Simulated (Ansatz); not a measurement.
LuBi: phonon heat capacity and phonon entropy against temperature

All results are calculated (Ansatz 0.2.0). Plane-wave density functional theory, PAW datasets, Gaussian smearing 0.05 eV: harmonic lattice thermodynamics at fixed volume from displacements in the supercell given; kB is Boltzmann's constant.

Structure of every row (space group F-43m, No. 216):
```
CELL_PARAMETERS angstrom
0.00000 3.43620 3.43620
3.43620 0.00000 3.43620
3.43620 3.43620 0.00000
ATOMIC_POSITIONS crystal
Lu 0.00000 0.00000 0.00000
Bi 0.25000 0.25000 0.25000
```

Settings of every row: paw set soft_2; functional PBEsol; spin treatment none; moment partition spheres; spin axis none; wave cutoff 420 eV; SCF start atoms; lower state search light; symmetry use detected; k mesh of unit cell 6x6x6; supercell 2x2x2.

Atom first moment, atom hubbard u: 0 on all atoms.

Limits: no spin-orbit coupling, which can matter with elements this heavy; the cell comes from a prototype or a list of computed structures and needn't be the stable phase.

| row | temperature (K) | phonon heat capacity (kB per atom) | phonon entropy (kB per atom) | phonon free energy (meV per atom) |
| --- | --- | --- | --- | --- |
| 1 | 200 | 2.895 | 5.533 | -41.82 |
| 2 | 300 | 2.952 | 6.72 | -94.94 |
| 3 | 400 | 2.973 | 7.572 | -156.69 |
| 4 | 500 | 2.982 | 8.237 | -224.91 |
| 5 | 600 | 2.988 | 8.781 | -298.31 |
| 6 | 700 | 2.991 | 9.242 | -376.01 |
| 7 | 800 | 2.993 | 9.641 | -457.41 |
| 8 | 900 | ? | ? | ? |
| 9 | 1000 | 2.995 | 10.31 | -629.55 |

Question: what phonon heat capacity and phonon entropy should row 8 give?

Worked fit of phonon heat capacity. At high temperature a harmonic heat capacity falls short of its limit by a term in 1/T², so take t = (100 K / T)². The shown rows have t = 0.25, 0.11111, 0.0625, 0.04, 0.02778, 0.02041, 0.01562, 0.01. Their means are 0.067178 and 2.9711 kB per atom; the sums about the means are S_tt = 0.04578 and S_ty = -0.01915, whose ratio is the slope. Least squares give phonon heat capacity = 2.9992 − 0.4183 × t kB per atom. The rows lie off it by 0.000, -0.001, 0.000, 0.000, 0.000, 0.000, 0.000, 0.000. The constant, 2.9992 kB per atom, is to be held against the harmonic limit of 3 k_B an atom. The withheld row has t = 0.01235, so the fit gives 2.9992 − 0.4183 × (0.01235) = 2.994 kB per atom.

The calculation gave 2.994 kB per atom. The fit meets it to the printed digit.

Worked fit of phonon entropy. Entropy rises as the heat capacity times the change of ln T, so take t = ln(T / 300 K). The shown rows have t = -0.4055, 0, 0.2877, 0.5108, 0.6931, 0.8473, 0.9808, 1.204. Least squares give phonon entropy = 6.7228 + 2.94892 × t + 0.02654 × t² kB per atom; a straight line predicts inner rows, each left out in turn, worse (root mean square 0.0059 against 0.0022 kB per atom). The rows lie off it by 0.002, -0.003, -0.001, 0.001, 0.002, 0.002, 0.000, -0.002. The slope at t = 0, 2.95 kB per atom, estimates the heat capacity at 300 K. The withheld row has t = 1.0986, so the fit gives 6.7228 + 2.94892 × (1.0986) + 0.02654 × (1.0986)² = 9.995 kB per atom.

The calculation gave 9.994 kB per atom. The fit lies 0.001 kB per atom (0.021 % of the column's range) above it, one unit of the last digit.

The other values of row 8: phonon free energy -542.05 meV per atom.
